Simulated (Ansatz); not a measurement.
**Which isomer of C2H6ClFSi gives these data?**

These gas-phase data were calculated for one isomer of C2H6ClFSi at BLYP-D3(BJ)/def2-SVP (harmonic, unscaled wavenumbers; equilibrium rotational constants with average atomic masses):

```
rotational constants            : 5.233, 1.73, 1.379 GHz
all wavenumbers above 1500 cm⁻¹ : 3045, 3031, 3007, 2953, 2213, 2198
```

Candidates:

(1) `C[C@H](Cl)[SiH2]F`, a singlet
(2) `CC[Si@H](F)Cl`, a singlet
(3) `C[Si](C)(F)Cl`, a singlet

Problem. Which candidate do the data belong to?

Solution. Candidate (1). The band at 2213 cm⁻¹ lies where the Si–H stretch is expected; (3) has no mode between 2000 and 2380 cm⁻¹. 2 modes lie between 2000 and 2380 cm⁻¹, one for each Si–H bond, while (2) has 1.

The same quantities for all candidates:

```
     rotational constants (GHz)         wavenumbers above 1500 cm⁻¹  E above the lowest, BLYP-D3(BJ)/def2-SVP (kcal/mol)
(1)          5.233, 1.73, 1.379  3045, 3031, 3007, 2953, 2213, 2198                                                 50.9
(2)          5.133, 1.76, 1.417  3036, 3026, 2999, 2956, 2954, 2202                                                 13.9
(3)         3.298, 2.226, 2.115  3057, 3057, 3048, 3046, 2962, 2961                                                  0.0
```

Each candidate is one conformer. Programs: Ansatz 0.2.0.

The Si–H stretches fall far below the C–H stretches mainly because the Si–H bond is longer and has a smaller force constant; hydrogen dominates the reduced mass in both cases. Their position barely separates (1) from (2), so the number of bands decides: an SiH2 group has a symmetric and an antisymmetric stretch, a single Si–H bond only one. The rotational constants clearly set apart (3), whose heavy atoms cluster around silicon, but they are similar for the two chain-like isomers.

The energy order follows the bonds exchanged. Going from (1) to (2) trades C–Cl and Si–H for the strongly polar Si–Cl bond and a C–H bond, which accounts for most of the large energy gap. The smaller step to (3) replaces C–C and Si–H by Si–C and C–H. That (1) lies highest doesn't count against the assignment, since interconversion would require breaking strong bonds. The data cannot tell (1) from its mirror image, so the absolute configuration remains open.
